**Counting carbon neighbours: the charges of silicon in Si₄C**

Row 1 is a silicon atom with a negative charge, in a crystal where carbon should be taking electrons from silicon. Its two nearest neighbours, rows 2 and 5, are the most positive atoms of all, and yet they have given it electrons. The sizes worth remembering are these: in the Bader count a silicon–carbon contact moves about two thirds of an electron, while a contact between two silicon atoms moves anything from less than a hundredth to about a seventh. The first number sets the large charges of the crystal. The second decides the sign of those silicon atoms that touch no carbon.

Si₄C (10-atom cell, P-6m2) at fixed atoms, computed with Ansatz 0.2.0 using PBE and PAW without spin polarization, a 420 eV plane-wave cutoff, a 12×12×4 k mesh and Gaussian smearing of 0.1 eV. The s and p electrons are Loewdin populations summed by atom. A positive Bader charge means a loss of electrons, and Bader volumes leave out near-empty space.

| row | bader charge (e) | element | s electrons (e) | p electrons (e) | bader volume (Å³) |
| --- | --- | --- | --- | --- | --- |
| 1 | -0.277 | Si | 1.360 | 2.753 | 22.040 |
| 2 | 2.106 | Si | 1.018 | 2.144 | 8.030 |
| 3 | 0.100 | Si | 1.236 | 2.686 | 13.940 |
| 4 | 0.100 | Si | 1.236 | 2.686 | 13.940 |
| 5 | 2.106 | Si | 1.018 | 2.144 | 8.030 |
| 6 | 0.525 | Si | 1.227 | 2.489 | 13.760 |
| 7 | 0.041 | Si | 1.369 | 2.584 | 14.710 |
| 8 | 0.525 | Si | 1.227 | 2.489 | 13.760 |
| 9 | -2.613 | C | 1.206 | 3.670 | 17.100 |
| 10 | -2.613 | C | 1.206 | 3.670 | 17.100 |

The crystal is a stack of layers with one atom per cell in each, and mirror planes make rows 5, 4, 8 and 10 copies of rows 2, 3, 6 and 9. Starting from row 1, the order of the layers is row 1, row 2, carbon, row 6, row 3, row 7. Row 2 touches three carbon atoms and row 1. Row 6 touches one carbon atom and three silicon atoms. Rows 1, 3 and 7 touch silicon only.

The Bader charges fall into the same groups. Silicon with three carbon neighbours has +2.11 e, silicon with one has +0.53 e, and silicon with none stays within 0.3 e of neutral. The number of neighbours alone would not sort them this way, since rows 2 and 6 both have four. What differs is how many of the four are carbon.

The cause is ordinary bond polarity. Carbon's valence levels lie deeper than those of silicon, so the electron pair that the two atoms share has most of its weight on carbon. Each silicon–carbon contact is such a pair, and the losses of a silicon atom add up contact by contact. Between two silicon atoms the levels are nearly alike, and the bonding electrons are shared almost evenly.

The shell populations fit this picture of shared pairs. Compared with the average silicon atom that touches no carbon, row 2 has lost about a fifth of its s electrons and about a fifth of its p electrons. A silicon atom turning into a simple ion would give up its outer p electrons first. Here both shells are drained in nearly equal proportion, as happens when the bonds are built from mixtures of s and p orbitals.

The simplest model gives every silicon–carbon contact the same transfer $q$, so that a silicon atom with $n$ carbon neighbours has the charge

$$Q \approx nq .$$

Carbon alone fixes $q$: its charge of −2.613 e, spread over four contacts, gives $q = 0.65$ e. No single silicon charge enters this value, but the cell is neutral, so the model's total is right from the start and only its division among the silicon atoms is tested. For row 2 the model predicts $3 \times 0.653 = 1.96$ e, which is 7 percent below the computed charge. For row 6 it predicts 0.65 e, about a quarter too much.

These two errors have opposite signs, and the silicon neighbours explain why. Row 2 loses electron density to carbon on one side and also a little to row 1 on the other. Row 1 has gained 0.277 e from two equal neighbours, so row 2 has given it 0.14 e; adding this to 1.96 e gives 2.10 e, almost the computed value. Row 6 is in the opposite position, because the silicon atoms behind it partly replace what carbon has taken. That is why the charges of rows 2 and 6 stand in the ratio four to one, although their carbon neighbours number three and one.

The same reasoning can be carried through the whole stack. Short contacts join only adjacent layers, the cell is neutral, and symmetry makes the two sides of row 1 alike, so the charges themselves fix the net transfer between one layer and the next. The printed analysis after this text lists the result for each contact. The steps must add up, so their closure proves nothing, but one outcome was free to go wrong: the two kinds of silicon–carbon contact could have carried very different charges. They differ by less than 2 percent, which supports the idea of a nearly fixed transfer per contact.

Why row 1 should gain electrons is less certain. A strongly positive neighbour would normally draw electrons towards itself, so the simple inductive argument gives the wrong sign here. Row 1 is unusual in its shape: it has only two short contacts, and they lie on a straight line. Theory offers a reason in the bonding orbitals of such an atom, which contain more s character than those of a four-coordinate atom and therefore hold electrons more tightly. Its p orbitals within the layer lie across the line of the two short bonds and may also take up charge. Row 1 does have more p electrons than any other silicon atom, but the s and p totals do not show which orbitals hold the extra charge, so neither idea is settled.

Part of the gain may come from the way space is divided. The Bader method draws its boundaries where the electron density is lowest between atoms, and this boundary moves towards an atom that has lost its valence electrons. Row 2 is left with 8 Å³, whereas row 1, with open space around it, is assigned 22 Å³. The sign does not depend on this division alone, however. The Loewdin populations, which assign electrons by atomic orbitals instead of by volumes, also give row 1 more than its four valence electrons.

The size of the charges does depend on the method. Carbon has −2.6 e by Bader and only −0.9 e by Loewdin, a factor of three within the same calculation. Both methods put the sites in the same order, so the order is the safer result, and neither number is an oxidation state. The Loewdin sum also misses 0.58 e of the cell, or about 0.06 e per atom. This is about as large as the charges it gives to rows 3 and 7, and the small difference between those two rows should not be given a cause.

For a silicon atom in a similar bonded network, then, the first step is to count its carbon neighbours. Two of them would suggest a Bader charge near +1.3 e, to be corrected by one or two tenths for the silicon atoms around it. The correction is least certain for an atom like row 1. This Si₄C is a model crystal, not a known bulk phase; its symmetry keeps row 1 in a straight line with its neighbours, and the calculation left out spin. If that atom bent out of line or became magnetic, its small negative charge could change.

The analysis program printed:

```
Charges in e:
  row  signed Si-C contacts   Bader  equal-share model  model less Bader  Loewdin
    1                     0  -0.277                  0             0.277   -0.113
    2                     3   2.106               1.96           -0.1462    0.838
    3                     0     0.1                  0              -0.1    0.078
    4                     0     0.1                  0              -0.1    0.078
    5                     3   2.106               1.96           -0.1462    0.838
    6                     1   0.525             0.6532            0.1282    0.284
    7                     0   0.041                  0            -0.041    0.047
    8                     1   0.525             0.6532            0.1282    0.284
    9                    -4  -2.613             -2.613                 0   -0.876
   10                    -4  -2.613             -2.613                 0   -0.876
Bader charge of carbon per Si-C contact, e: 0.6532
Bader charge of row 2 less row 6, e: 1.581
Bader charge of row 2 over row 6: 4.011
transfer per contact from row 2 to row 1, e: 0.1385
transfer per contact from row 2 to carbon, e: 0.6558
transfer per contact from row 6 to carbon, e: 0.6455
transfer per contact from row 3 to row 6, e: 0.04017
transfer per contact from row 7 to row 3, e: 0.006833
charge of row 3 left unexplained by the bookkeeping, e: -1.561e-16
distance row 1 to row 2, angstrom: 2.352
distance row 2 to carbon, angstrom: 1.939
distance row 6 to carbon, angstrom: 1.917
distance row 3 to row 6, angstrom: 2.377
distance row 3 to row 7, angstrom: 2.503
electrons missing from the Loewdin sum of the cell, e: 0.582
Loewdin charge of carbon per Si-C contact, e: 0.219
Bader over Loewdin charge of carbon: 2.983
s electrons of row 2 below the mean of carbon-free silicon, percent: 21.71
p electrons of row 2 below the mean of carbon-free silicon, percent: 19.92
s electrons of row 6 below the mean of carbon-free silicon, percent: 5.634
p electrons of row 6 below the mean of carbon-free silicon, percent: 7.031
```
